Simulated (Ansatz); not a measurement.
**Zr4O: pressure against volume**

Zr4O, R-3, a = 5.653 Å, c = 31.112 Å. The structure is a Materials Project entry; whether it is the stable form wasn't checked. Ansatz: r2SCAN, PAW, 500 eV, Γ-centred 6×6×6 mesh on 15 atoms, Gaussian smearing 0.10 eV; no spin polarisation. Shape and atoms are relaxed at each volume; pressure is positive in compression.

```
V (Å³/atom) P (GPa)
     16.838    20.43
     17.412        ?
     17.986     8.81
     18.560     4.09
     19.134     0.00
     19.708    -3.56
     20.282    -6.65
     21.047   -10.13
```

**Question.** Take V0 = 19.134 Å³/atom, fit the third-order Birch–Murnaghan form to the other rows, and predict the missing pressure.

**Answer.** With the Eulerian strain f = ½[(V0/V)^(2/3) − 1] and y = P/[3f(1 + 2f)^(5/2)], the form is the line y = B0 + 1.5 B0 (B0′ − 4) f. Rows (f, y): 0.04448, 123.7; 0.02106, 125.8; 0.01026, 126.3; -0.00976, 127.7; -0.01905, 128.2; -0.03078, 128.6. Means f = 0.002702, y = 126.72; Σ(Δf)² = 0.003889, ΣΔfΔy = -0.2536; the slope is their ratio. y = 126.9 − 65.21 f GPa, so B0 = 126.9 GPa and B0′ = 4 + 2 × (-65.21)/(3 × 126.9) = 3.66. At V = 17.412, f = 0.03244, y = 124.78 and P = 14.21 GPa. The run gave 14.21 GPa, the same to the digits shown.

Cost: 8 runs of about 61 core-minutes in all, on Oxide Virtual Turin-like Processor (Zen 5) (shared hosts).

The pressure climbs faster on compression than it falls on expansion, the usual anharmonicity of a bonded solid, but B0′ = 3.66 means that the stiffening is slightly weaker than a second-order Birch–Murnaghan curve would give. A probable reason is the electronic structure of zirconium: compression moves electrons from the broad s band into the bonding part of the 4d band, which offsets some of the growing repulsion. The bulk modulus of 126.9 GPa lies above that known for hcp zirconium, as expected when oxygen occupies octahedral interstices of the metal and adds short, strongly polar Zr–O bonds to the metallic framework.

The recovered 14.21 GPa is an interpolation between compressed states, so it supports a smooth equation of state over this range rather than the accuracy of the functional or an extrapolation to higher pressure. Because the curve gives only the hydrostatic response, it doesn't show how compression is shared between the a and c axes.
